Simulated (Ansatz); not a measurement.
## A series in volume scale on Hf

Results calculated with Ansatz 0.2.0, not measured. Periodic Kohn-Sham DFT of a crystal at fixed atoms, scaled to volume_scale times the given cell; pressure positive in compression, energy less spherical unpolarised free atoms, largest_vzz the field gradient of largest size among the nuclei.

The cell before it is scaled or strained (space group Im-3m, No. 229):
```
CELL_PARAMETERS angstrom
-1.80500 1.80500 1.80500
1.80500 -1.80500 1.80500
1.80500 1.80500 -1.80500
ATOMIC_POSITIONS crystal
Hf 0.00000 0.00000 0.00000
```

Settings of every row: method frozen-core PAW; functional PBEsol; relativity scalar; k mesh 16x16x16; filling fermi-dirac; smearing width 0.08 eV; wave cutoff 420 eV; paw set soft_2.

Atom start moment: 0 on all atoms.

Limits: PAW files made with PBE; no spin-orbit coupling on heavy atoms.

| row | volume scale | V (Å³/atom) | pressure (GPa) |
| --- | --- | --- | --- |
| 1 | 0.94 | 22.112 | -3.748 |
| 2 | 0.96 | 22.582 | -5.632 |
| 3 | 0.98 | 23.052 | -7.346 |
| 4 | 0.99 | 23.288 | -8.144 |
| 5 | 1 | 23.523 | -8.905 |
| 6 | 1.01 | 23.758 | ? |
| 7 | 1.02 | 23.993 | -10.326 |
| 8 | 1.04 | 24.464 | -11.619 |
| 9 | 1.06 | 24.934 | -12.797 |

Question: what pressure should row 6 give?

Worked fit of pressure. Take u = (V_r/V)^(2/3) − 1 with V_r = 23.405 Å³ an atom, which is twice the finite (Eulerian) strain; such expansions in the strain, on which the Birch-Murnaghan equation of state is built, carry the rest volume and the bulk modulus. The shown rows have u = 0.03861, 0.02415, 0.01018, 0.00335, -0.00335, -0.01641, -0.02907, -0.04131. Least squares give pressure = −8.5284 + 113.635 × u + 256.7 × u² + 176 × u³ GPa; a parabola predicts inner rows, each left out in turn, worse (root mean square 0.003 against 0.0014 GPa). The rows lie off it by 0.000, 0.000, -0.001, 0.001, 0.001, -0.001, 0.000, 0.000. The withheld row has u = -0.00993, so the fit gives −8.5284 + 113.635 × (-0.00993) + 256.7 × (-0.00993)² + 176 × (-0.00993)³ = -9.632 GPa.

The calculation gave -9.632 GPa. The fit meets it to the printed digit.
